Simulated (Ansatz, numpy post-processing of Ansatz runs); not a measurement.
# Band gap, band-edge positions and electron mass of diamond-structure Si against volume in r2SCAN

A silicon pressure sensor or a strained transistor channel works at a volume slightly different from that of the free crystal, and its carrier density and mobility follow the band edges. The question is how the gap, the place of the edges and the electron conductivity mass respond when the volume alone is changed. The calculations run from V/V0 = 0.88 to 1.06, with V0 the zero-pressure volume of r2SCAN itself; the gap is the Kohn-Sham gap, and the mass is in free-electron masses. Both quantities grow with volume. One mass stands off its line: at V/V0 = 0.96 it is 0.258, the same as at 0.98, although the mass rises between every other pair of neighbouring rows. The excess is below one per cent, so numerical causes come first.

## Set-up

Si (diamond), space group 227, 2 atoms in the cell, from the Crystallography Open Database. The reference is the cell relaxed to zero pressure with this functional (primitive vectors 3.850, 3.850, 3.850 angstrom). The volume is imposed; symmetry fixes the cell shape and the ion positions, so nothing else is relaxed. Ansatz 0.2.0, plane waves with PAW potentials (set ansatz_paw_generated_soft_1), r2SCAN, scalar-relativistic, without spin-orbit coupling, no spin polarisation, no Hubbard U; cutoff 500 eV, self-consistent k meshes 8x8x8. Band extrema were located on a dense mesh in each cell and refined; masses are central differences at 0.008 and 0.03 1/angstrom. The same in all rows: where the valence-band maximum and the conduction-band minimum lie in the zone: Gamma to on Gamma-X.

- V/V0: volume over that of the reference cell.
- pressure (GPa): static pressure, positive under compression.
- band gap (eV): fundamental Kohn-Sham gap, conduction-band minimum minus valence-band maximum.
- electron mass (m_e): electron conductivity mass of the lowest valley, in free-electron masses.

## Data

| member | V/V0 | pressure (GPa) | band gap (eV) | electron mass (m_e) |
| --- | --- | --- | --- | --- |
| V/V0 = 0.88 | 0.88 | 16.18 | 0.518 | 0.248 |
| V/V0 = 0.91 | 0.91 | 11.15 | 0.591 | 0.251 |
| V/V0 = 0.94 | 0.94 | 6.84 | 0.657 | 0.255 |
| V/V0 = 0.96 | 0.96 | 4.32 | 0.697 | 0.258 |
| V/V0 = 0.98 | 0.98 | 2.05 | 0.736 | 0.258 |
| V/V0 = 1.00 | 1.00 | 0.00 | 0.771 | 0.260 |
| V/V0 = 1.02 | 1.02 | −1.84 | 0.805 | 0.262 |
| V/V0 = 1.04 | 1.04 | −3.50 | 0.836 | 0.264 |
| V/V0 = 1.06 | 1.06 | −5.00 | 0.866 | 0.265 |

Least-squares fits to the whole series, with x = V/V0; R² in the fitted variables, residuals in the unit of y:

| y | members | fit | R² | rms residual | leave-one-out rms | standard deviation of y |
| --- | --- | --- | --- | --- | --- | --- |
| band gap (eV) | 9 | y = −1.1543 + 1.9187 x | 0.99 | 0.0092 | 0.014 | 0.12 |
| electron mass (m_e) | 9 | y = 0.1654 + 0.09468 x | 0.98 | 7.3×10⁻⁴ | 9.4×10⁻⁴ | 0.0057 |

## Why the values move as they do

The valence-band maximum stays at Γ and the conduction-band minimum on Γ–X in all nine rows; along that line the minimum moves slightly towards Γ as the volume grows. Around V0 the gap rises by (0.805 − 0.736) / 0.04 = 1.73 eV per unit of V/V0.

A nearly-free-electron picture gives the sign. The valence top is built mainly from plane waves with |k|² = 3 in units of (2π/a)², the conduction minimum from waves with |k|² close to 2. Kinetic energy scales as V^(−2/3), so compression lifts the valence top faster and the gap closes. With ħ²/2m = 3.8 eV Å² and a = 3.850 × √2 = 5.445 Å, the difference in kinetic energy is 3.8 × (2π/5.445)² = 5.1 eV, and the slope is 2/3 × 5.1 = 3.4 eV. This is twice the computed slope, so the estimate supports the sign but not the size; it leaves out the change of the crystal potential with volume, which is a likely reason for the difference.

The mass follows a different energy. In the k·p form 1/m = 1 + P²/E, E is the direct separation at the valley, not the fundamental gap, and P² scales as V^(−2/3). With E held fixed, 1/0.260 − 1 = 2.85 becomes 2.85 × 0.88^(−2/3) = 3.10 at the smallest volume, and the mass 1/(1 + 3.10) = 0.244, against 0.248 computed. A widening of E under compression would act in the direction of the difference.

This mechanism is smooth in volume. The row at 0.96 should therefore lie near the mean of its neighbours, (0.255 + 0.258) / 2 = 0.2565, or near the fit, 0.1654 + 0.09468 × 0.96 = 0.2563.

## Where the trend breaks

Largest departures from the fit to the whole series:

| member | band gap (eV) | fit | computed − fit | in rms residuals |
| --- | --- | --- | --- | --- |
| V/V0 = 0.88 | 0.518 | 0.534 | −0.016 | 1.8 |
| V/V0 = 1.06 | 0.866 | 0.880 | −0.014 | 1.5 |
| V/V0 = 0.98 | 0.736 | 0.726 | +0.010 | 1.1 |
| V/V0 = 0.96 | 0.697 | 0.688 | +0.009 | 1.0 |

The departures of the gap from its straight line are curvature, not scatter: both ends lie below the line (−0.016 and −0.014 eV) and rows in the middle lie above it. The slope falls from (0.591 − 0.518) / 0.03 = 2.43 eV per unit of V/V0 at the compressed end to (0.866 − 0.836) / 0.02 = 1.50 eV at the expanded end. A V^(−2/3) law bends the same way, but less. For a volume inside the range, interpolation between neighbouring rows is therefore safer than the fitted line.

## Review of the odd result

The excess at V/V0 = 0.96 is 0.258 − 0.2565 = 0.0015, or 0.6 %. Rounding of the three masses involved can supply at most 0.0010 of it.

A wrongly set volume is ruled out by the gap. To raise the mass by 0.0015 the volume ratio would have to be too large by 0.0015 / 0.09468 = 0.016, which would raise the gap by 1.9187 × 0.016 = 0.03 eV. The computed gap, 0.697 eV, is within 0.001 eV of the mean of its neighbours.

A physical cause would have to enlarge the direct separation E by about 0.8 %, a few hundredths of an eV, in this row alone. A change of valley would not be undone at the next volume.

The finite difference is the strongest suspect. At the short step the band rises by only 3.8 × 0.008² / 0.26 = 0.0009 eV, so an energy difference too small by about 6 µeV makes the mass 0.6 % too heavy. At the long step of 0.03 Å⁻¹ the same error in mass takes about 80 µeV. A slightly misplaced minimum or the change of the plane-wave set with volume at fixed cutoff could act with either sign.

The checks, cheapest first:

1. Compare the masses from the two steps at 0.94, 0.96 and 0.98. Non-parabolicity separates them by nearly the same amount in each row. If only the short-step mass stands out at 0.96, noise in the eigenvalues is the likely cause.
2. Compare the energies at equal distances on either side of the minimum along Γ–X. A clear inequality at the short step points to a misplaced minimum.
3. Repeat the three rows with a higher cutoff. If the excess disappears at both steps, the basis is responsible.
4. Add volumes halfway between 0.96 and each of its two neighbours. Masses on the line there would mark an isolated numerical error; masses raised in the same way would reopen the search for a physical cause.

## Summary

Between V/V0 = 0.88 and 1.06 the gap grows by 0.866 − 0.518 = 0.348 eV and the electron mass by 0.265 − 0.248 = 0.017, while both edges keep their places in the zone apart from the slight drift of the minimum. The doubt about one mass does not touch this trend.

Two effects outside the series are larger than its spread in gap. Semilocal Kohn-Sham gaps lie below measured ones, here by roughly 0.4 eV, so the slope is more useful than the gap itself. Under compression to roughly ten gigapascal or somewhat more, real silicon transforms to a metallic structure and loses its whole gap; the most compressed rows then describe a metastable crystal.

[On method and selection: Runs that did not converge, have known faults or may not be shown are not listed, and runs on Ansatz's PAW sets soft_1 and soft_2 are kept to separate tables.]
